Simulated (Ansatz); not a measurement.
# A series in wave cutoff on Mo

Results calculated with Ansatz 0.2.0, not measured. One setting of a density functional single point varied, free energy counted from the run at the reference value, pressure positive in compression; periodic cell, basis, potentials, k mesh and filling as listed.

Structure of every row (space group Im-3m, No. 229):
```
cell vectors (Å)
  -1.5734     1.5734     1.5734
   1.5734    -1.5734     1.5734
   1.5734     1.5734    -1.5734
atoms (fractions of the cell vectors)
Mo  0.00000  0.00000  0.00000
```

Settings of every row: functional PBE; dispersion none; potentials PAW; k mesh 12x12x12; k shift 0x0x0; occupations cold; smearing width 0.1 eV; spin none; varied setting wave cutoff; reference wave cutoff 450 eV.

Limits: coarse k mesh, up to 40 meV an atom off; cutoff under the advised one.

| row | wave cutoff (eV) | energy less reference (meV/atom) |
| --- | --- | --- |
| 1 | 250 | 511.95 |
| 2 | 300 | 52.51 |
| 3 | 350 | ? |
| 4 | 400 | 0.83 |
| 5 | 450 | 0 |

Question: what energy less reference should row 3 give?

Worked fit of energy less reference. Measure energy less reference from the row at the highest cutoff, 0.00 meV/atom, and take the logarithm of what remains: 250 → 6.24, 300 → 3.96, 400 → -0.19. A straight line through these is ln|rest| = 16.839 − 0.04264 × cutoff, so the rest falls by a factor of e every 23.5 eV; from 3 rows that is a rough guide, not a law, and the row at the highest cutoff isn't the limit itself. At 350 eV the line gives ln|rest| = 1.915, a rest of 6.79 meV/atom, and so 0.00 + 6.79 = 6.79 meV/atom.

The calculation gave 3.61 meV/atom. The fit lies 3.18 meV/atom (88 % of the value, 0.62 % of the column's range) above it; its largest miss of a shown row is 29.44 meV/atom.
